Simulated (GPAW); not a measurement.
## Fitting the PBE energy curve of GaGe3

```cif
data_structure
_symmetry_space_group_name_H-M 'Pm-3m'
_symmetry_Int_Tables_number 221
_cell_length_a 4.2785
_cell_length_b 4.2785
_cell_length_c 4.2785
_cell_angle_alpha 90.000
_cell_angle_beta 90.000
_cell_angle_gamma 90.000
_cell_volume 78.32
loop_
_atom_site_label
_atom_site_type_symbol
_atom_site_symmetry_multiplicity
_atom_site_Wyckoff_symbol
_atom_site_fract_x
_atom_site_fract_y
_atom_site_fract_z
_atom_site_occupancy
Ge1 Ge 3 c 0.50000 0.50000 0.00000 1
Ga1 Ga 1 a 0.00000 0.00000 0.00000 1
```

The cell comes from a database or a generator and needn't be the stable form of this composition.

The cell was scaled at fixed shape and fractions and run with GPAW, GPAW PAW data sets (gpaw-data 1.2.1), cutoff 600 eV; PBE, k mesh 6 × 6 × 6 on the cell of 4 atoms, fermi-dirac occupations of 0.05 eV, no spin polarisation, no spin-orbit coupling. Energies are those that the program minimises, any entropy of the smearing included. For a metal such a mesh isn't converged to the digits shown.

| V (Å³/atom) | energy over the lowest row (meV/atom) |
| --- | --- |
| 18.4048 | 11.441 |
| 18.7964 | ? |
| 19.1880 | 0.627 |
| 19.5796 | 0.000 |
| 19.9712 | 2.124 |
| 20.3628 | 6.705 |
| 20.7544 | 13.472 |

Q: Fit the third-order Birch-Murnaghan form, give V0, B0 and B′, and predict the energy left open.

A: With y = (V0/V)^(2/3), E = E0 + (9 V0 B0/16) [(y - 1)³ B′ + (y - 1)² (6 - 4y)]. Least squares through the rows shown give V0 = 19.4669 Å³/atom, E0 = -0.113 meV, B0 = 57.58 GPa (1 eV/Å³ = 160.218 GPa) and B′ = 4.56, with a largest miss of 0.004 meV. At V = 18.7964 the form with these constants gives 4.315 meV; the run gave 4.309 meV an atom.

The fitted minimum lies at 19.4669 Å³/atom, slightly below the lowest row, as expected from the lower energy of its neighbour on the compressed side. The curve is steeper under compression than under expansion, which the positive B′ of 4.56 expresses: shorter contacts rapidly raise the Pauli repulsion and the electrons' kinetic energy, while stretching gradually weakens the bonding. The atoms sit on an ordered face-centred cubic lattice, whose twelvefold coordination cannot be served by localised two-electron bonds as in diamond-type germanium. The cohesion therefore probably comes largely from delocalised s and p electrons, which would also fit a volume smaller than that of the open tetrahedral network.

The predicted 4.315 meV against the computed 4.309 meV shows that the form interpolates well within the sampled range, but does not test B′ under strong compression. Symmetry fixes every atomic position, so uniform scaling misses no internal relaxation within the cubic structure, though the minimum doesn't establish resistance to shear or to symmetry-breaking displacements.
